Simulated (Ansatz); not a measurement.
# Magnon dispersion of ferromagnetic Nb3CrS6 (P6_322) from PBEsol+U exchange couplings

We calculate the adiabatic magnon energies of Nb3CrS6 along a path through the Brillouin zone, for a ferromagnetic collinear state in PBEsol with U = 3.5 eV on Cr. Energies are counted from that ferromagnetic state, so a uniform rotation of all moments costs nothing. The question is how the two branches disperse and which Cr–Cr couplings set their shape. For a device group this matters because the dispersion tells how stiff the magnetic order is within the Cr layers and between them, and at which frequencies spin waves can travel. The main set of couplings lets the electrons relax around constrained moments; a second set, at rigid moments, shows how much the answer depends on that choice.

## Method

One crystal, Nb3CrS6 (P6_322), in the lowest of the collinear states that were tried (20 atom(s), 2 counted as magnetic, largest moment 3.14 muB), from cells of the Materials Project database (relaxed there by DFT; measured order: helimagnetic (arxiv:1209.2783)). Ansatz 0.2.0, plane waves with its default PAW datasets, cutoff 420 eV, collinear spins without spin-orbit coupling, Fermi-Dirac smearing of 0.02 eV. The k mesh is 6×6×2 and the sums for the couplings run over 6×6×2. Functional: PBEsol, Dudarev U (eV) Cr 3.5. The couplings are taken at constrained moments: the directions are held and the rest of the density and field relaxes in linear response. A second set comes from the magnetic force theorem at rigid moments: each moment turns with its exchange field frozen. The strongest shells of the first set are Cr–Cr pairs at 6.97 Å, 6 neighbours, J = 3.38 meV; Cr–Cr pairs at 5.80 Å, 6 neighbours, J = 1.37 meV; Cr–Cr pairs at 9.07 Å, 6 neighbours, J = 0.619 meV. Adiabatic magnon energies follow from all couplings by linear spin-wave theory along a path through the zone of the magnetic cell. The rows are a selection of 24 of the 67 points on this stretch of the path, with its corners; over all 67 points the lowest branch of the first set reaches 46.9 meV and the highest 59.9 meV. By the count of bands on its mesh the state is metallic.

Notes on method and selection:

- J is defined by E = -sum over ordered pairs (each pair twice) of J e_i.e_j with unit vectors e, a classical Heisenberg model without biquadratic or multi-spin terms, so J > 0 favours parallel moments and the moment's size is inside J.
- Without spin-orbit coupling there is no anisotropy, so the lowest branch goes to zero at the ordering wavevectors; damping and quantum corrections are left out.
- Couplings at rigid moments can miss in size and sometimes in sign.
- The state is the lowest of a few collinear starts and need not be the true ground state; spin-orbit coupling is left out.
- U values of this size are meant for oxides; on sulphides, selenides, tellurides and metals they can be too large and impose a moment that the real crystal lacks.
- Ansatz's own search for a lower self-consistent state was switched off in these runs, so a run may rest in a state that is not the lowest for its pattern of moments.
- Runs whose couplings were flagged as in doubt, moved by over 30 per cent with the upper empty bands, lost their pattern of moments or rest on unlike orbital states are not listed.
- For crystals with 4f or 5f elements only couplings at constrained moments are used, since rigid ones can be several times too large.
- Runs that did not converge, have known faults or may not be shown are not listed, and runs on Ansatz's PAW sets soft_1 and soft_2 are kept to separate tables.

Columns:

- path length (1/Å): length along the path from its start.
- q: wavevector in fractions of the magnetic cell's reciprocal vectors.
- lowest, constrained (meV): energy of the lowest magnon branch, constrained couplings.
- highest, constrained (meV): energy of the highest of the 2 branches, constrained couplings.
- lowest, rigid (meV): energy of the lowest magnon branch, rigid couplings.

## Data

| member | path length (1/Å) | q | lowest, constrained (meV) | highest, constrained (meV) | lowest, rigid (meV) | remark |
| --- | --- | --- | --- | --- | --- | --- |
| 0.000 1/Å | 0.000 | (0, 0, 0) | 0.0 | 58.1 | 0.0 | corner of the path |
| 0.170 1/Å | 0.170 | (0.136, 0, 0) | 6.7 | 59.9 | 3.7 |  |
| 0.227 1/Å | 0.227 | (0.182, 0, 0) | 10.9 | 59.6 | 6.0 |  |
| 0.455 1/Å | 0.455 | (0.364, 0, 0) | 32.2 | 51.9 | 19.9 |  |
| 0.625 1/Å | 0.625 | (0.5, 0, 0) | 37.0 | 43.8 | 22.1 | corner of the path |
| 0.682 1/Å | 0.682 | (0.5, 0.045, 0) | 37.1 | 44.7 | 22.4 |  |
| 0.909 1/Å | 0.909 | (0.5, 0.227, 0) | 32.9 | 53.8 | 19.1 |  |
| 1.136 1/Å | 1.136 | (0.5, 0.409, 0) | 37.0 | 47.0 | 22.5 |  |
| 1.250 1/Å | 1.250 | (0.5, 0.5, 0) | 37.0 | 43.8 | 22.1 | corner of the path |
| 1.447 1/Å | 1.447 | (0.409, 0.409, 0) | 39.7 | 47.9 | 24.5 |  |
| 1.840 1/Å | 1.840 | (0.227, 0.227, 0) | 28.8 | 55.3 | 16.1 |  |
| 2.234 1/Å | 2.234 | (0.045, 0.045, 0) | 2.5 | 59.1 | 1.4 |  |
| 2.332 1/Å | 2.332 | (0, 0, 0) | 0.0 | 58.1 | 0.0 | corner of the path |
| 2.403 1/Å | 2.403 | (0, 0, 0.136) | 2.1 | 54.9 | 1.6 |  |
| 2.496 1/Å | 2.496 | (0, 0, 0.318) | 11.0 | 42.4 | 8.5 |  |
| 2.590 1/Å | 2.590 | (0, 0, 0.5) | ? | ? | ? |  |
| 2.983 1/Å | 2.983 | (0.182, 0.182, 0.5) | 33.6 | 33.6 | 22.0 |  |
| 3.278 1/Å | 3.278 | (0.318, 0.318, 0.5) | 46.9 | 46.9 | 31.1 |  |
| 3.377 1/Å | 3.377 | (0.364, 0.364, 0.5) | 46.8 | 46.8 | 31.1 |  |
| 3.672 1/Å | 3.672 | (0.5, 0.5, 0.5) | 44.0 | 44.0 | 28.9 | corner of the path |
| 3.733 1/Å | 3.733 | (0.454, 0.5, 0.454) | ? | ? | ? |  |
| 3.979 1/Å | 3.979 | (0.273, 0.5, 0.273) | 36.0 | 49.7 | 22.0 |  |
| 4.225 1/Å | 4.225 | (0.091, 0.5, 0.091) | 37.4 | 46.9 | 22.8 |  |
| 4.348 1/Å | 4.348 | (0, 0.5, 0) | 37.0 | 43.8 | 22.1 | corner of the path |

Cells marked ? are withheld until the estimate has been made.

## Reading the trend

Per unit of wavevector, the lowest branch at first rises faster across the layers than within them. It reaches 11.0 meV at (0, 0, 0.318), which is 2.496 − 2.332 = 0.164 1/Å from the zone centre, but only 6.7 meV at (0.136, 0, 0), 0.170 1/Å away. Within the layers it then climbs on, to 39.7 meV at (0.409, 0.409, 0). The k mesh is coarse, so the energies close to the zone centre are less certain than the rest. At the zone centre the upper branch, in which the two Cr layers of the cell precess in opposition, lies at 58.1 meV.

The listed couplings account for most of this. For a ferromagnet with two equivalent Cr sites, linear spin-wave theory gives

$$\hbar\omega_\pm = \frac{4}{m}\left[J_{\rm in}(0)+J_{\rm out}(0)-J_{\rm in}(q)\pm|J_{\rm out}(q)|\right],$$

with $m$ = 3.14 the moment in Bohr magnetons, and $J_{\rm in}$ and $J_{\rm out}$ the coupling sums within one Cr sublattice and between the two. The pairs at 6.97 and 9.07 Å join neighbouring layers. They alone give an upper branch of 8 / 3.14 × 6 × (3.38 + 0.619) = 61.1 meV at the zone centre, close to the full result.

At (0.5, 0, 0) the branches lie only 43.8 − 37.0 = 6.8 meV apart. There the two interlayer shells work against each other: 16 / 3.14 × (3.38 − 3 × 0.619) = 7.8 meV, against 16 / 3.14 × 3.38 = 17.2 meV from the nearer shell alone. The in-plane pairs at 5.80 Å raise both branches at this point by 4 / 3.14 × 8 × 1.37 = 14.0 meV. Roughly midway between two such equivalent points, at (0.5, 0.227, 0), the splitting grows to 53.8 − 32.9 = 20.9 meV and pushes the lowest branch down to 32.9 meV.

Rigid moments give lower energies at every shown point away from the zone centre, by a factor of 22.1 / 37.0 = 0.60 at (0.5, 0, 0) and 8.5 / 11.0 = 0.77 at (0, 0, 0.318). The two factors differ, so the choice changes the balance between the directions as well as the scale. The size of the couplings also still depends on the k mesh. The measured order is helimagnetic; antisymmetric exchange, which the chiral space group allows and which could drive a long helix, was not computed.

## Prediction

Plain estimates from the members shown:

- 3.733 1/Å, straight-line interpolation between 3.672 1/Å and 3.979 1/Å: w = (3.733 − 3.672) / (3.979 − 3.672) = 0.199, so 44.0 + 0.199 × (36.0 − 44.0) = 42.4 meV
- 2.590 1/Å, straight-line interpolation between 2.496 1/Å and 2.983 1/Å: w = (2.590 − 2.496) / (2.983 − 2.496) = 0.193, so 11.0 + 0.193 × (33.6 − 11.0) = 15.4 meV

Straight lines miss the curvature, so we treat the mean of the two branches and their splitting separately. The splitting varies as $\cos(\pi q_z)$ at fixed in-plane wavevector, since neighbouring layers lie half a cell apart; the mean changes by $g(1-\cos 2\pi q_z)$, from couplings between Cr atoms two layers apart.

For 3.733 1/Å, the in-plane part is equivalent to that of (0.5, 0.045, 0), where the mean is (37.1 + 44.7) / 2 = 40.9 meV and the splitting 44.7 − 37.1 = 7.6 meV. To find $g$ we compare means at equivalent in-plane points. At $q_z$ = 0 they are (37.0 + 43.8) / 2 = 40.4 meV at (0.5, 0, 0) and (32.9 + 53.8) / 2 = 43.35 meV at (0.5, 0.227, 0); at 3.979 1/Å the mean is (36.0 + 49.7) / 2 = 42.85 meV. The factor $1-\cos 2\pi q_z$ is 2 at 3.672 1/Å and 1 + 0.144 = 1.144 at 3.979 1/Å. This gives $g$ = (44.0 − 40.4) / 2 = 1.80 meV at 3.672 1/Å and (42.85 − 43.35) / 1.144 = −0.44 meV at 3.979 1/Å. We interpolate in $\cos(4\pi q_x)$, the leading harmonic on this line, which is 1 at 3.672 1/Å, −0.96 at 3.979 1/Å and 0.84 at the wanted point. The weight is (0.84 + 0.96) / (1 + 0.96) = 0.918, so $g$ = −0.44 + 0.918 × (1.80 + 0.44) = 1.62 meV. At $q_z$ = 0.454, $1-\cos 2\pi q_z$ is 1 + 0.96 = 1.96 and $\cos(\pi q_z)$ is 0.144. The lowest branch is then 40.9 + 1.62 × 1.96 − 0.5 × 7.6 × 0.144 = 43.5 meV. The same route gives 37.4 meV at 4.225 1/Å, as tabulated. We allow 0.3 meV for higher harmonics in $g$.

For 2.590 1/Å, the splitting vanishes and only the mean remains. It falls from 58.1 / 2 = 29.05 meV at the zone centre to (11.0 + 42.4) / 2 = 26.7 meV at $q_z$ = 0.318, where $1-\cos 2\pi q_z$ is 1 + 0.41 = 1.41, so $g$ = (26.7 − 29.05) / 1.41 = −1.67 meV and the estimate is 29.05 − 2 × 1.67 = 25.7 meV. Tried at $q_z$ = 0.136, this gives 2.0 meV against 2.1 meV shown. Rounding and a weak further harmonic suggest an error of 0.2 meV.

**Committed estimate, 3.733 1/Å: lowest, constrained = 43.5 ± 0.3 meV.**  
**Committed estimate, 2.590 1/Å: lowest, constrained = 25.7 ± 0.2 meV.**

## Result

| member | path length (1/Å) | q | lowest, constrained (meV) | highest, constrained (meV) | lowest, rigid (meV) | remark |
| --- | --- | --- | --- | --- | --- | --- |
| 2.590 1/Å | 2.590 | (0, 0, 0.5) | 25.7 | 25.7 | 19.9 | corner of the path |
| 3.733 1/Å | 3.733 | (0.454, 0.5, 0.454) | 43.5 | 44.5 | 28.4 |  |

| member | estimate | lowest, constrained (meV) | computed | estimate − computed | miss in error bars |
| --- | --- | --- | --- | --- | --- |
| 3.733 1/Å | committed | 43.5 | 43.5 | 0.0 | 0.0 |
| 3.733 1/Å | interpolation | 42.4 | 43.5 | −1.1 |  |
| 2.590 1/Å | committed | 25.7 | 25.7 | 0.0 | 0.0 |
| 2.590 1/Å | interpolation | 15.4 | 25.7 | −10.3 |  |

Both estimates agree with the computed energies to the printed digit, 43.5 meV at 3.733 1/Å and 25.7 meV at 2.590 1/Å, so both lie well inside their error bars. Straight-line interpolation came out 1.1 and 10.3 meV too low. Its larger miss is at a corner, where the line joins two directions of the path and cuts below the branch.

Treating the mean of the branches and their splitting separately held at both points. Part of this success is built in: the couplings were summed on a mesh with only two points along the layer normal, which leaves few harmonics in that direction. The agreement therefore confirms the reading of these couplings more than their accuracy for the crystal.

At (0, 0, 0.5) the mean is 29.05 − 25.7 = 3.35 meV lower than at the zone centre. In the model this means that couplings between layers two apart sum to a weak preference for antiparallel moments, −3.35 × 3.14 / 16 = −0.66 meV per Cr for each of the two directions along the normal. The parallel coupling between neighbouring layers is far stronger and keeps the ferromagnetic state stable along this line.

## Exceptions

No point falls outside the two-branch picture, but two features of the in-plane dispersion call for an explanation.

The first is the dip of the lowest branch to 32.9 meV at (0.5, 0.227, 0), between 37.1 and 37.0 meV at the neighbouring shown points. The mean of the branches is higher there than at (0.5, 0, 0), (32.9 + 53.8) / 2 = 43.35 against (37.0 + 43.8) / 2 = 40.4 meV, so a softer in-plane coupling is not the reason. The interlayer coupling splits the branches by 20.9 meV at this wavevector and pushes the lower one down.

The second is the upper branch, which is higher at (0.136, 0, 0) than at the zone centre, 59.9 against 58.1 meV. The mean rises by (6.7 + 59.9) / 2 − 58.1 / 2 = 4.25 meV, while half the splitting shrinks by 58.1 / 2 − (59.9 − 6.7) / 2 = 2.45 meV, and the difference is the rise of 1.8 meV.

## Rules of thumb and their limits

For this set of couplings, an energy at a new wavevector is best estimated from the mean and the splitting of the branches, each continued with its own periodicity. The two tests agree within the printed rounding, but this precision does not carry over to the real crystal. At (0.5, 0, 0) the choice between constrained and rigid moments alone changes the lowest branch by 37.0 − 22.1 = 14.9 meV, and the k mesh adds a further uncertainty.

In units of frequency, at roughly 0.24 THz per meV, the branches meet at 25.7 × 0.24 = 6.2 THz at (0, 0, 0.5), and the upper branch reaches 59.9 × 0.24 = 14 THz at (0.136, 0, 0).

Antisymmetric exchange and anisotropy are left out and should matter mainly near the zone centre, where the lowest branch itself is low in energy. In this metallic state, decay into electron–hole pairs can broaden the upper branch markedly.
